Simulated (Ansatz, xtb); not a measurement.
## Two isomers of C3H6AlF

Structure I is `C/C=[CH]\[AlH][F]`, a singlet and structure II is `C=[C](C)[AlH][F]`, a singlet. Both are isolated molecules in the gas phase, relaxed with PBE0-D3(BJ)/def2-SVP; the shapes shown needn't be the lowest conformers.

I (Å):

| atom | x (Å) | y (Å) | z (Å) |
| --- | --- | --- | --- |
| C | -1.3959 | -0.5876 | 1.1565 |
| C | -1.4117 | -0.8689 | -0.3094 |
| C | -1.0699 | -2.0234 | -0.9145 |
| Al | -0.4637 | -3.6393 | -0.0475 |
| F | -0.0962 | -4.9354 | -1.0344 |
| H | -1.0630 | -1.4509 | 1.7513 |
| H | -0.7315 | 0.2635 | 1.3822 |
| H | -2.3995 | -0.2935 | 1.5072 |
| H | -1.7422 | -0.0215 | -0.9297 |
| H | -1.1504 | -2.0273 | -2.0108 |
| H | -0.2716 | -3.8863 | 1.5027 |

II (Å):

```yaml
atoms:
  - { symbol: C, position_ang: [0.6047, -0.9264, 0.1567] }
  - { symbol: C, position_ang: [0.1605, -2.0117, 0.8166] }
  - { symbol: C, position_ang: [-0.7368, -1.9006, 2.0146] }
  - { symbol: Al, position_ang: [0.8041, -3.6718, 0.0480] }
  - { symbol: F, position_ang: [0.3662, -5.1383, 0.7141] }
  - { symbol: H, position_ang: [0.3345, 0.0959, 0.4593] }
  - { symbol: H, position_ang: [1.2609, -1.0018, -0.7198] }
  - { symbol: H, position_ang: [-0.2777, -2.3689, 2.9007] }
  - { symbol: H, position_ang: [-1.6880, -2.4331, 1.8506] }
  - { symbol: H, position_ang: [-0.9700, -0.8523, 2.2638] }
  - { symbol: H, position_ang: [1.7509, -3.6996, -1.2174] }
```

Quicker runs give these differences E(II) − E(I): GFN2-xTB +0.120 eV; HF/STO-3G +0.100 eV (at GFN2-xTB geometries); r2SCAN-D4/def2-SVP +0.064 eV (at GFN2-xTB geometries).

**Question.** Estimate E(II) − E(I) at the level CCSD(T)/def2-SVP + ΔMP2/def2-TZVPP.

**Answer.** Too close to call at this level: CCSD(T)/def2-SVP + ΔMP2/def2-TZVPP gives E(II) − E(I) = +0.029 eV.

How the difference moves with the method:

```tsv
level	geometry	E(II) − E(I) (eV)	departure from the last row (eV)	job, with rough time for the two
GFN2-xTB	GFN2-xTB	+0.120	+0.091	optimisation, 0.53 s
HF/STO-3G	GFN2-xTB	+0.100	+0.070	single point, 0.59 s
r2SCAN-D4/def2-SVP	GFN2-xTB	+0.064	+0.034	single point, 3.2 s
PBE0-D3(BJ)/def2-SVP	PBE0-D3(BJ)/def2-SVP	+0.053	+0.024	optimisation, 62 s
HF/def2-SVP	PBE0-D3(BJ)/def2-SVP	+0.062	+0.032	part of the CCSD(T) run
MP2/def2-SVP	PBE0-D3(BJ)/def2-SVP	+0.021	−0.008	part of the CCSD(T) run
CCSD(T)/def2-SVP	PBE0-D3(BJ)/def2-SVP	+0.027	−0.003	single point
CCSD(T)/def2-SVP + ΔMP2/def2-TZVPP	PBE0-D3(BJ)/def2-SVP	+0.029		single point, 28 s
```

As drawn, both hold the same kinds of bond in the same numbers.

The largest departure from CCSD(T)/def2-SVP + ΔMP2/def2-TZVPP is that of GFN2-xTB, 0.091 eV. The last row adds to CCSD(T) the change of the MP2 difference between the two basis sets, here +0.003 eV.

With harmonic frequencies from PBE0-D3(BJ)/def2-SVP (ideal gas, rigid rotor, one conformer each, 298.15 K, 1 atm): on the last row, ΔE + ΔZPE = +0.018 eV. A mode under 50 cm⁻¹ makes harmonic enthalpies and free energies unreliable, so none is given.

The correlated steps freeze 9 core orbitals. Run with Ansatz 0.2.0, xtb 6.7.1; the last row on 2 threads of Intel(R) Xeon(R) Processor @ 2.70GHz on a shared host.

The two isomers differ in where aluminium sits on the propene skeleton: I is the cis-1-propenyl compound and II the isopropenyl one. Every level puts I lower, but the margin is too small to establish a preference. Near-degeneracy is reasonable, since both alkenes are disubstituted and keep the same Al–C(sp²) link. The polar Al–C bond leaves carbanion-like charge on the attached carbon, which a methyl group there tends to destabilise; this probably favours I, while cis crowding between methyl and aluminium offsets part of the gain.

In the def2-SVP basis, electron correlation reduces the gap from +0.062 eV at Hartree–Fock to +0.027 eV with CCSD(T). This suggests slightly greater correlation stabilisation in the branched skeleton of II, where methyl and aluminium share a carbon. The comparison doesn't settle the general preference between 1-propenyl and isopropenyl attachment, because the trans form of I, normally the less crowded arrangement, is absent.
